A single layer of WS₂ is stretched or squeezed in its plane, and its gap is computed with a hybrid functional. In the rows called hydrostatic both in-plane directions change by the same percentage; these are called biaxial below. In the uniaxial rows only x changes and the other direction is held.

The band gap is the energy from the highest filled level (the valence edge) to the lowest empty one (the conduction edge), wherever in the band structure the two lie. The direct gap is the smallest such distance at one and the same wave vector. Two wave vectors matter most: Γ, where neighbouring cells are in phase, and K, a corner of the hexagonal Brillouin zone. In the unstrained sheet both edges lie at K, and the gap is 2.291 eV.

2H monolayer of WS₂ under in-plane strain, computed with Ansatz 0.2.0 (HSE06, plane-wave PAW, 6×6×1 k mesh plus selected k points, no spin polarisation or spin–orbit coupling). The unstrained cell (in-plane vectors 3.180 Å) and the atoms at each strain were relaxed with r2SCAN. Gap changes and energy rises are relative to the unstrained sheet.

```
strain kind  strain (%)  band gap (eV)  band gap change (eV)  least direct gap change (eV)  gap kind  energy rise per atom (meV)
hydrostatic          -4          2.431                 0.140                         0.731  indirect                        40.7
hydrostatic          -3          2.496                 0.205                         0.529  indirect                        18.4
hydrostatic          -2          2.557                 0.266                         0.339  indirect                         4.5
hydrostatic          -1          2.454                 0.163                         0.163    direct                        -1.5
hydrostatic           1          2.030                -0.261                        -0.151  indirect                         8.4
hydrostatic           2          1.763                -0.528                        -0.288  indirect                        23.4
hydrostatic           3          1.518                -0.773                        -0.412  indirect                        44.6
hydrostatic           4          1.291                -1.000                        -0.525  indirect                        71.7
 uniaxial x          -4          2.514                 0.223                         0.325  indirect                        15.3
 uniaxial x          -3          2.532                 0.241                         0.241    direct                         6.3
 uniaxial x          -2          2.450                 0.159                         0.159    direct                         1.0
 uniaxial x          -1          2.370                 0.079                         0.079    direct                        -1.1
 uniaxial x           1          2.170                -0.121                        -0.078  indirect                         3.9
 uniaxial x           2          2.030                -0.261                        -0.154  indirect                        10.4
 uniaxial x           3          1.896                -0.395                        -0.227  indirect                        19.3
 uniaxial x           4          1.767                -0.524                        -0.297  indirect                        30.5
```

(a) Does stretching or squeezing change the gap more?

Solution. It depends on which gap is meant. A biaxial stretch of 4 % lowers the band gap by 1.000 eV, while a squeeze of 4 % raises it by only 0.140 eV. For the direct gap the imbalance is reversed: it falls by 0.525 eV on stretching and rises by 0.731 eV on squeezing.

The direct gap thus responds strongly in both directions. The lopsided band gap must come from edges that leave K, so that different rows measure the distance between different pairs of levels. The direct gap is the simpler quantity and is taken first.

(b) Why does the direct gap shrink when the sheet is stretched?

Solution. The hydrogen molecule is a simpler case. Its bonding and antibonding levels are held apart by the overlap of two orbitals, and they approach each other when the atoms are pulled apart. In the simplest picture, with one orbital on each atom, the splitting changes faster at short distance than at long distance, so a squeeze widens it more than an equal stretch narrows it. The direct gap of WS₂ shows both features.

The comparison goes no further than that. Both band edges at K consist mainly of tungsten d orbitals with some sulfur p, and they are not the two partners of a single bond. The computed levels show the difference. Under a biaxial stretch of 4 % both fall on the energy scale of the runs, the empty one by 0.73 eV and the filled one by only 0.21 eV, whereas the bonding level of hydrogen would rise. Hydrogen therefore shows only how a gap set by overlap can behave.

A likelier cause, untested here, lies in the overlap between tungsten atoms. The empty level at K is built mainly from the d orbital that points out of the plane. At K its phase turns by 120° from one tungsten atom to the next, which makes the overlap antibonding on balance. Stretching weakens that overlap and should lower the level. The filled level is built from other d orbitals, and it falls much less.

(c) Why does the band gap peak under biaxial compression, although the direct gap keeps rising?

Solution. The conduction band has another low point, a valley about halfway between Γ and K. Its states mix the orbitals differently from those at K, so shorter bonds shift it differently. Compression lifts the conduction level at K above this valley, by 0.073 eV at −2 % and by 0.591 eV at −4 %. From −2 % onwards the band gap therefore runs from the valence edge at K to the halfway valley.

A straight line through the leads of the valley at −3 and −2 % puts the switch near −1.7 %. This agrees with the rows on either side, since the gap is still direct at −1 %. Beyond the switch the two gaps part: from −2 to −4 % the band gap falls by 0.126 eV while the direct gap gains 0.392 eV. The band gap falls, rather than levelling off, because the valley sinks and the valence edge at K rises, each by less than 0.1 eV.

This has a practical consequence. Biaxial strains of −1 and −4 % give band gaps of 2.454 and 2.431 eV, so the band gap alone is a poor gauge of compression. The direct gap, which rises at each step of the squeeze, tells the two apart.

(d) Why does the band gap fall faster than the direct gap on stretching?

Solution. Here it is the valence edge that moves, from K to Γ. At biaxial +4 % the level at Γ lies above the one at K by the difference of the two gap changes:

1.000 − 0.525 = 0.475 eV

At +1 % this lead is only 0.11 eV. Stretching therefore closes the band gap in two ways at once: the levels at K approach each other, and the filled level at Γ climbs past the one at K.

Why Γ climbs can be made plausible from its orbitals, though this cause is untested here. The top level at Γ is built mainly from the same out-of-plane d orbital as the empty level at K. At Γ these orbitals are in phase from cell to cell, so neighbouring tungsten atoms overlap in a bonding way. Stretching weakens that overlap and should raise the level. The filled level at K uses other d orbitals, so the argument doesn't carry over to it. The picture is only part of the story. Summed over the six neighbours, the overlap counts twice as heavily at Γ as at K, so on its own it would raise Γ twice as far as it lowers the empty level at K. From biaxial +1 to +4 % the level at Γ rises by 0.20 eV while the empty level at K falls by 0.53 eV, and the filled level at K sinks by 0.16 eV, which supplies nearly half the growth of the lead. A common fall of the d levels and a changing admixture of sulfur p orbitals as the sheet thins are expected to contribute.

(e) Why does a biaxial stretch count twice as much as a uniaxial one?

Solution. Near zero strain the direct gap changes by −0.157 eV per percent of biaxial strain and by half as much per percent of uniaxial strain. A biaxial strain also changes the area about twice as much. This suggests that the area matters and the shape hardly does, and symmetry says why.

A stretch along x can be split into an equal stretch in both directions and a pure change of shape at constant area. Let the shape change shift a level at K by δ, to first order. Turned by 120° and by 240°, the same shape change must give the same δ, because the crystal looks the same from K after such a turn. The three shape changes together cancel, hence

3δ = 0, so δ = 0

To first order only the area is left. Let a be the change of area in percent, which equals the strain in the uniaxial rows and is close to twice the strain in the biaxial ones. A least-squares fit to the eight biaxial rows gives

change of direct gap = −0.0789 a + 0.00181 a² (in eV)

The uniaxial rows had no part in this fit and can test it. For uniaxial +4 %, a = 4:

−0.0789 × 4 + 0.00181 × 16 = −0.287 eV

The table has −0.297 eV, so the formula misses about 3 % of the change. The worst row is uniaxial −4 %, where it is 0.02 eV too high, or 6 % of the change. For a stretch that differs along the two directions, the first guess is to add the two strains and use the sum as a.

(f) Where does the shape of the cell begin to matter?

Solution. It enters at second order, where a squeeze and a stretch act in the same sense. The formula indeed lies above the computed direct gap in all eight uniaxial rows, and by more as the strain grows in either direction. At ±1 % the excess is no larger than the scatter of the fit itself, so only the larger strains carry weight. No larger, first-order effect appears because the threefold axis at K in the unstrained sheet rules it out. The edges do slide slightly off K in the uniaxial rows, and most of these gaps are read at the shifted points. The excess is also larger at −4 % (0.02 eV) than at +4 % (0.01 eV), so it isn't purely quadratic.

The halfway valleys have no such protection. There are six of them, equivalent in the unstrained sheet, and a squeeze along one direction makes them unequal. The band gap then runs to the lowest. Uniaxial −4 % and biaxial −2 % have nearly the same area, yet the uniaxial band gap is 43 meV smaller. Most of this, about 32 meV, comes from a lower valley, and the rest from a higher valence edge. The splitting can also be seen in the computed levels at uniaxial +1 %, where the two valleys along x lie 14 meV above the other four. A squeeze should reverse that order, and at −4 % the lowest valley is indeed one along x.

(g) The energy is negative at −1 %. Is the sheet unstable, and does the area rule hold for the energy too?

Solution. The negative sign is no mark of an instability. The starting cell was relaxed with another functional, r2SCAN, and is slightly too large for the hybrid functional HSE06. Along these geometries the hybrid energy has its minimum near a biaxial strain of −0.7 %. That isn't a fully relaxed hybrid structure, because forces of about 0.2 eV/Å remain on the sulfur atoms.

The energy follows the same logic as the levels. Half the difference between the energies at +1 and −1 % isolates the part linear in strain, and its biaxial value is 1.98 times the uniaxial one. This is the factor of two expected if only the area counts at first order.

The quadratic part is found by adding the energies at +4 and −4 %, so that the linear parts cancel:

(71.7 + 40.7) / (30.5 + 15.3) = 2.45

If area alone cost energy, this ratio would be 4, since twice the area change enters squared. It is smaller because a uniaxial strain also distorts the shape, and the sheet resists that. For an elastic sheet that is alike in all in-plane directions the ratio equals 2(1 + ν), where ν is the Poisson ratio, the sideways contraction per unit of stretch when the sides are free. This gives ν ≈ 0.23.

(h) What would change if spin–orbit coupling were switched on, and which digits can be trusted?

Solution. In WS₂ this coupling splits the valence edge at K and raises its top by roughly 0.2 eV, a recalled size that a hybrid functional is expected to exceed somewhat. It leaves the level at Γ unsplit. In runs without the coupling, Γ must therefore lead K by more than about 0.2 eV if it is still to be the valence edge once the coupling is added. Three stretched rows fall well short of that, biaxial +1 % and uniaxial +1 and +2 %, and their gaps would probably be direct with the coupling included. Biaxial +2 % and uniaxial +3 and +4 % are too close to call.

The size of the gap change shifts as well. The unstrained gap, which starts at K, would drop by about 0.2 eV, while the gap at biaxial +4 % starts at Γ and would hardly move. The fall of 1.000 eV would thus shrink to roughly 0.8 eV. Under compression the coupling also lowers the halfway valley, so the label "direct" is insecure there, above all at uniaxial −3 %.

The digits therefore deserve different degrees of trust. The unstrained gap is uncertain in its first decimal, since spin–orbit coupling alone would bring it to about 2.1 eV or a little lower. Changes of the direct gap are much safer, because both edges stay at or near K and the error largely cancels. Even so, reading a uniaxial gap on the mesh alone, rather than at the shifted edge as the table does, would raise it by up to 7 meV, so the last digit depends on how well the edge was located. The 4 meV between uniaxial +4 % and biaxial +2 % is about what the slightly larger area of the biaxial cell (4.04 against 4 %) accounts for, whereas the 43 meV of part (f) needs the change of shape.
